# The Wigner–Horiuti–Keck variational bound, applied to a vacancy jump in aluminium

Stress voiding and electromigration in Al metallisation proceed by vacancy jumps, and kinetic models of them need a rate constant per jump. Transition-state theory (TST) obtains it from the equilibrium flux through a dividing surface. The choice of surface is not unique. In classical mechanics every admissible choice gives a rate that is too high or exact, so the surface with the lowest flux is the best one. The principle goes back to Wigner (1937), Horiuti (1938) and Keck (1960).

## Premises

1. The nuclei obey classical mechanics on one potential surface $V$. In mass-weighted coordinates $q_i=\sqrt{m_i}\,r_i$, with conjugate momenta $p_i$ and $N$ vibrational coordinates, $H=\tfrac12 p^2+V(q)$. A phase point is $\Gamma=(q,p)$.
2. The ensemble is canonical, $\rho=e^{-\beta H}/Z$ with $\beta=1/k_BT$. By Liouville's theorem and conservation of $H$, the flow leaves $\rho\,d\Gamma$ unchanged.
3. Two disjoint regions of phase space, the cores A and B, define the states. A is "vacancy on a given site" and B is "vacancy on any other site".
4. The surface $S$ is $f(\Gamma)=0$, with $f$ smooth, $f<0$ throughout A and $f>0$ throughout B. The function $f$ may depend on momenta. Grazing contacts, where $f=\dot f=0$, have zero weight.
5. Jumps are rare: the residence time in a state far exceeds the time to cross the barrier and lose memory of the crossing.

The inequality needs premises 1 to 4. Premise 5 turns a flux into a rate constant.

## Step 1: the one-way flux

Along a trajectory $\dot f=\{f,H\}=\sum_i(\partial_{q_i}f\,p_i-\partial_{p_i}f\,\partial_{q_i}V)$. A point crosses $S$ forwards within a short time $dt$ if $\dot f>0$ and $-\dot f\,dt<f<0$. To first order in $dt$ the probability of this thin layer is $dt\int d\Gamma\,\rho\,\delta(f)\,\dot f\,\theta(\dot f)$, where $\theta$ is the unit step. By premise 2 the value is the same at every time. The mean number of forward crossings per unit time is therefore

$$F_+[S]=\langle\delta(f)\,\dot f\,\theta(\dot f)\rangle .\tag{1}$$

Equation (1) is a static average and needs no trajectory.

## Step 2: the exact reactive flux

Cut each trajectory into segments that run from an exit out of a core to the next entry into a core. There are four types: AA, AB, BA and BB. Let $F_{AB}$ be the mean number of AB segments per unit time. Its definition does not mention $S$. Let $P_R$ be the probability that the core visited last was A, which is also independent of $S$. Define

$$k_{\rm exact}=\frac{F_{AB}}{P_R},\qquad k_{\rm TST}[S]=\frac{F_+[S]}{P_R}.\tag{2}$$

Under premise 5, with cores deep enough that an entering trajectory thermalises, hops are memoryless. The site populations then obey a master equation, $\dot P_R=-kP_R+\sum_{s}k_{s\to A}P_s$. Here $k$ is the total rate of escape from A, $s$ runs over the other sites, $P_s$ is the probability that the vacancy was last on site $s$, and $k_{s\to A}$ is the rate of hops from $s$ to A. For nearest-neighbour hops on the fcc lattice, $k_{s\to A}=k/12$ for the 12 neighbours and zero otherwise. The loss term $kP_R$ counts departures from A to any other site. At equilibrium these are the AB segments, so $kP_R=F_{AB}$ and $k=k_{\rm exact}$. The constant $k$ governs the first escape, with survival probability $e^{-kt}$. The gain term depends on where in B the vacancy sits, so $P_R(t)$ itself does not relax as a single exponential. In practice $P_R$ is replaced by $\langle\theta(-f)\rangle$. For a surface near a saddle of height $E_m$ the two differ by the population of the barrier region, a relative amount of order $e^{-\beta E_m}$. The strict statement uses the common denominator of (2).

## Step 3: parity of the crossings

Inside a core $f$ has a fixed sign, so all crossings occur on segments, or on orbits that never again reach a core. Since $f(\Gamma(t))$ is continuous, forward and backward crossings alternate. The signs at the two ends fix the parity, with $j=0,1,2,\dots$:

| segment | sign of $f$, start → end | crossings | forward | forward − backward |
|---|---|---|---|---|
| AB | − → + | $2j+1$ | $j+1$ | $+1$ |
| BA | + → − | $2j+1$ | $j$ | $-1$ |
| AA | − → − | $2j$ | $j$ | $0$ |
| BB | + → + | $2j$ | $j$ | $0$ |

Reactive segments, in either direction, cross an odd number of times. Non-reactive segments cross an even number of times, usually zero.

## Step 4: the bound

Let $F^{(j)}_{XY}\ge0$ be the rate of XY segments with index $j$, so that $F_{AB}=\sum_jF^{(j)}_{AB}$. Let $F_0\ge0$ be the forward flux of orbits that belong to no segment. Each forward crossing is counted once in (1), so the fourth column of the table gives

$$F_+[S]-F_{AB}=\sum_{j\ge1}j\left(F^{(j)}_{AB}+F^{(j)}_{BA}+F^{(j)}_{AA}+F^{(j)}_{BB}\right)+F_0\;\ge0 .\tag{3}$$

Division by $P_R$ yields

$$k_{\rm exact}=\kappa[S]\,k_{\rm TST}[S],\qquad \kappa[S]=\frac{F_{AB}}{F_+[S]},\qquad 0\le\kappa\le1 .\tag{4}$$

The right side of (3) is a sum of non-negative terms. It vanishes only if $F_0$ and all terms with $j\ge1$ vanish. Hence $\kappa=1$ if and only if there is no recrossing, apart from a set of trajectories carrying zero flux. Because $k_{\rm exact}$ does not depend on $S$,

$$k_{\rm exact}\le\min_S k_{\rm TST}[S],\tag{5}$$

with equality only if the family searched contains a surface free of recrossing. The argument holds for any choice of cores, and on each energy shell separately. Minimising shell by shell and then averaging thermally gives a bound at least as tight as one surface for all energies.

The last column of the table gives a formula for $F_{AB}$. Let $\theta_B(\Gamma)$ be 1 if the next core entered is B and 0 otherwise. Weight every crossing by its sign and keep segments ending in B. Each AB segment contributes $+1$ and each BB segment contributes 0, so

$$F_{AB}=\langle\delta(f)\,\dot f\,\theta_B\rangle .\tag{6}$$

Molecular dynamics evaluates $\kappa$ from (6) with short trajectories launched from $S$.

## Step 5: planes through a quadratic saddle

A soluble case shows how large the overestimate is. Put the saddle at $q=0$ with $V=E_m+\tfrac12q^{\sf T}Kq$. The matrix $K$ has one negative eigenvalue $-\lambda^2$, with normal coordinate $u$, and positive eigenvalues $\omega_2^2,\dots,\omega_N^2$. The well is harmonic with angular frequencies $\Omega_1,\dots,\Omega_N$ and $V=0$ at its minimum. Take $f=n\cdot q$ with $|n|=1$, so $\dot f=n\cdot p$.

**Momenta.** The components perpendicular to $n$ cancel between flux and population. The remaining factor is $\int_0^\infty p\,e^{-\beta p^2/2}dp\big/\int_{-\infty}^{\infty}e^{-\beta p^2/2}dp=(2\pi\beta)^{-1/2}$.

**Positions.** The well gives $(2\pi/\beta)^{N/2}/\prod_i\Omega_i$. The plane gives $e^{-\beta E_m}(2\pi/\beta)^{(N-1)/2}/\sqrt{\det K_\perp}$, where $K_\perp$ is $K$ restricted to the plane. Together,

$$k_{\rm TST}[n]=\frac{1}{2\pi}\frac{\prod_i\Omega_i}{\sqrt{\det K_\perp}}\,e^{-\beta E_m}.\tag{7}$$

**Determinant.** In an orthonormal basis whose first vector is $n$, $K_\perp$ is $K$ without its first row and column. Cramer's rule gives $\det K_\perp=\det K\;(n^{\sf T}K^{-1}n)$. With $n_i$ the components along the normal modes and $n_1$ along $u$,

$$\det K_\perp=\prod_{i\ge2}\omega_i^2\;\Big(n_1^2-\lambda^2\sum_{i\ge2}\frac{n_i^2}{\omega_i^2}\Big).\tag{8}$$

Eigenvalue interlacing allows $K_\perp$ at most one non-positive eigenvalue, so the plane integral converges exactly when the bracket is positive.

**Exact rate.** The mode $u$ separates, $\ddot u=\lambda^2u$, so $u(t)=A_+e^{\lambda t}+A_-e^{-\lambda t}$ with $A_\pm=\tfrac12(u\pm p_u/\lambda)$ evaluated at $t=0$. The cores are idealised as $u\to\mp\infty$. The condition $u=0$ means $e^{2\lambda t}=-A_-/A_+$, which has at most one root. A forward crossing at $t=0$ has $A_+>0>A_-$ and runs from A to B. The plane $u=0$ is thus free of recrossing, and (7) with $n_1=1$ is exact for this model:

$$k_{\rm exact}=\nu^*e^{-\beta E_m},\qquad\nu^*=\frac{1}{2\pi}\frac{\prod_{i=1}^N\Omega_i}{\prod_{i=2}^N\omega_i}.\tag{9}$$

This is the rate formula of Vineyard (1957). The ratio of (9) to (7) is

$$\kappa[n]=\Big(n_1^2-\lambda^2\sum_{i\ge2}\frac{n_i^2}{\omega_i^2}\Big)^{1/2}\le1,\tag{10}$$

independent of temperature, and equal to 1 only for $n$ along $u$.

**Confirmation from trajectories.** Take $N=2$, $\omega_2=\omega$ and $n=(\cos\vartheta,\sin\vartheta)$ in the normal modes $(u,v)$. On $S$ the position is $w(-\sin\vartheta,\cos\vartheta)$, with curvature $K_\perp=\omega^2\cos^2\vartheta-\lambda^2\sin^2\vartheta$ and $\langle w^2\rangle=1/\beta K_\perp$. The fate of a trajectory is $\theta_B=\theta(Y)$ with $Y=2\lambda A_+=p_u-\lambda w\sin\vartheta$. Set $X=\dot f=p_u\cos\vartheta+p_v\sin\vartheta$. For zero-mean jointly Gaussian variables with correlation coefficient $r$, the mean of $X$ at given $Y$ is $r(\sigma_X/\sigma_Y)Y$. Hence $\langle X\theta(Y)\rangle=r\sigma_X/\sqrt{2\pi}$, while $\langle X\theta(X)\rangle=\sigma_X/\sqrt{2\pi}$, and (6) over (1) gives $\kappa=r$. The moments are $\beta\sigma_X^2=1$, $\beta\langle XY\rangle=\cos\vartheta$ and $\beta\sigma_Y^2=1+\lambda^2\sin^2\vartheta/K_\perp=\omega^2\cos^2\vartheta/K_\perp$. So $\kappa=\sqrt{K_\perp}/\omega$, which is (10).

## Range of validity

- **Classical motion.** Tunnelling carries flux that no classical trajectory carries, so a quantum rate can exceed $k_{\rm TST}$. The leading factor from the unstable mode is $1+(\hbar\lambda/k_BT)^2/24$, valid well above $T_c=\hbar\lambda/2\pi k_B$.
- **Equilibrium.** The weight must be the Boltzmann weight, at least locally within the reactant state. Irradiation, or any drive that overpopulates high energies, voids the comparison.
- **A separating surface.** A surface that leaves a path from A to B uncrossed misses flux and bounds nothing.
- **Exact evaluation.** The bound holds for (1) computed on the true $V$. A harmonic estimate of (1) for an anharmonic crystal can fall on either side of the true rate. The same holds for an approximate $V$.
- **Escape only.** Equation (5) bounds the rate of leaving a site. A diffusion coefficient also involves the vacancy concentration and correlations between successive jumps.

## Numerical illustration: fcc Al at 900 K

Aluminium melts at approximately 933 K. A vacancy has 12 neighbours at distance $d=a/\sqrt2$. By cubic symmetry the surface enclosing A consists of 12 equivalent patches, and $k$ below is the rate per patch. The jumping atom moves along $\langle110\rangle$ and passes through a rectangle of four gate atoms, with sides $a$ and $a/\sqrt2$, lying in the mirror plane midway between the sites. The saddle is assumed to lie at this midpoint. The unstable mode is odd under the mirror, so at quadratic order it mixes only with odd coordinates. The breathing of the gate is even and does not tilt the plane. A simple odd partner is the common displacement $y$ of the four gate atoms along the jump direction.

**Model.** Let $x$ be the position of the jumping atom (mass $m$) measured from the midpoint. The gate has mass $4m$. Assume

$$V=E_m-\tfrac12k_b(x-y)^2+\tfrac12k_g\,y^2,$$

with all other modes uncoupled at the saddle. Define $(2\pi\nu_b)^2=k_b/m$ and $(2\pi\nu_g)^2=k_g/4m$. In the coordinates $(\sqrt m\,x,\;2\sqrt m\,y)$,

$$\frac{K}{4\pi^2}=\begin{pmatrix}-\nu_b^2&\nu_b^2/2\\ \nu_b^2/2&\nu_g^2-\nu_b^2/4\end{pmatrix}.$$

**Inputs.**

- A typical migration energy $E_m=0.60$ eV $=9.61\times10^{-20}$ J. With $k_BT=1.243\times10^{-20}$ J, $\beta E_m=7.74$ and $e^{-\beta E_m}=4.367\times10^{-4}$.
- A lattice parameter of approximately 0.405 nm at 293 K, extrapolated over 607 K with the compiled expansion coefficient $23.1\times10^{-6}$ K$^{-1}$ (293 K, Kaye and Laby Online). This gives $a=0.4107$ nm and $d=0.2904$ nm. The coefficient grows with temperature, so $a$ is slightly underestimated.
- A barrier curvature assumed equal in magnitude to that of the profile $E_m\sin^2(\pi s/d)$ along the jump distance $s$, namely $k_b=2\pi^2E_m/d^2=22.5$ N/m. With $m\approx26.98$ u, $\nu_b=3.57$ THz.
- The compiled Debye temperature 428 K (Wikipedia) gives $\nu_D=k_B\Theta_D/h=8.92$ THz. The gate atoms have lost neighbours, and $\nu_g=\nu_D/2=4.46$ THz is assumed.
- $\nu^*=2.0\times10^{13}$ s$^{-1}$, which is 2.2 times $\nu_D$. It was chosen so that, with this $E_m$, the model has the typical magnitude of about $10^{10}$ s$^{-1}$ per jump channel for Al at this temperature. The absolute rate is therefore not a test of the model.

**Normal modes.** The matrix entries are $-12.74$, $6.37$ and $16.71$ THz². The eigenvalues are $-\nu_u^2=-14.06$ THz² and $\nu_s^2=18.03$ THz², so $\nu_u=\lambda/2\pi=3.750$ THz and $\nu_s=\omega/2\pi=4.246$ THz.

**Family of surfaces.** Take $x-\gamma y=0$. The choice $\gamma=0$ is the midplane fixed to the lattice, and $\gamma=1$ moves with the gate. In mass-weighted coordinates the tangent vector is proportional to $(\gamma/2,\,1)$, so

$$\frac{K_\perp}{4\pi^2}=\frac{4\nu_g^2-\nu_b^2(1-\gamma)^2}{4+\gamma^2},\qquad\kappa=\frac{\sqrt{K_\perp}}{2\pi\nu_s}.$$

The curvature is largest when the tangent is the stable eigenvector. The first row of the eigenvalue equation then gives $\gamma^*=\nu_b^2/(\nu_b^2+\nu_s^2)=0.414$. From (9), $k_{\rm exact}=8.73\times10^{9}$ s$^{-1}$. Three figures are kept only to display the ratios.

| $\gamma$ | $K_\perp/4\pi^2$ (THz²) | $\kappa$ | $k_{\rm TST}$ ($10^9$ s$^{-1}$) |
|---|---|---|---|
| 0 | 16.71 | 0.963 | 9.07 |
| $\gamma^*$ | 18.03 | 1 | 8.73 |
| 1 | 15.91 | 0.940 | 9.29 |
| 2 | 8.35 | 0.681 | 12.8 |

Both intuitive surfaces overestimate the model's rate, by 3.9 % for $\gamma=0$ and 6.4 % for $\gamma=1$. The flux diverges at $|1-\gamma|=2\nu_g/\nu_b$, that is at $\gamma=-1.50$ and $3.50$, where the line begins to run down into the wells.

**Premises and neglected terms.**

- *Rare events.* The escape rate is $12k_{\rm exact}=1.05\times10^{11}$ s$^{-1}$, a residence time of 9.5 ps. The barrier time is $1/\lambda=0.042$ ps and the Debye period is 0.11 ps.
- *Quantum effects.* Here $h\nu_u/k_BT=0.200$, the tunnelling term is 0.0017 and $T_c=29$ K. A stable mode at $\nu_D$ has the analogous term $(\Theta_D/T)^2/24=0.0094$, and such terms largely cancel between well and saddle.
- *Anharmonicity.* The expansion parameter is $k_BT/E_m=0.13$. For the $\sin^2$ profile the well integral over one cell is 1.04 times its harmonic value, which lowers all rates alike and cancels in $\kappa$. Cubic terms at the saddle, such as $x^2$ times the gate breathing coordinate, bend the ideal surface and cause recrossing of every plane. Their natural scale, a fraction of order 0.13, rivals or exceeds the differences of 4 to 6 % in the table. In the real crystal even the best plane is expected to have $\kappa<1$.
- *Barrier height.* A change of 0.05 eV in $E_m$ changes the rate by a factor 1.9.

The model's jump rate is thus about $9\times10^{9}$ s$^{-1}$ per channel at 900 K. Either intuitive dividing plane raises it by a few per cent and never lowers it, and this shift is far smaller than the effect of a modest uncertainty in $E_m$.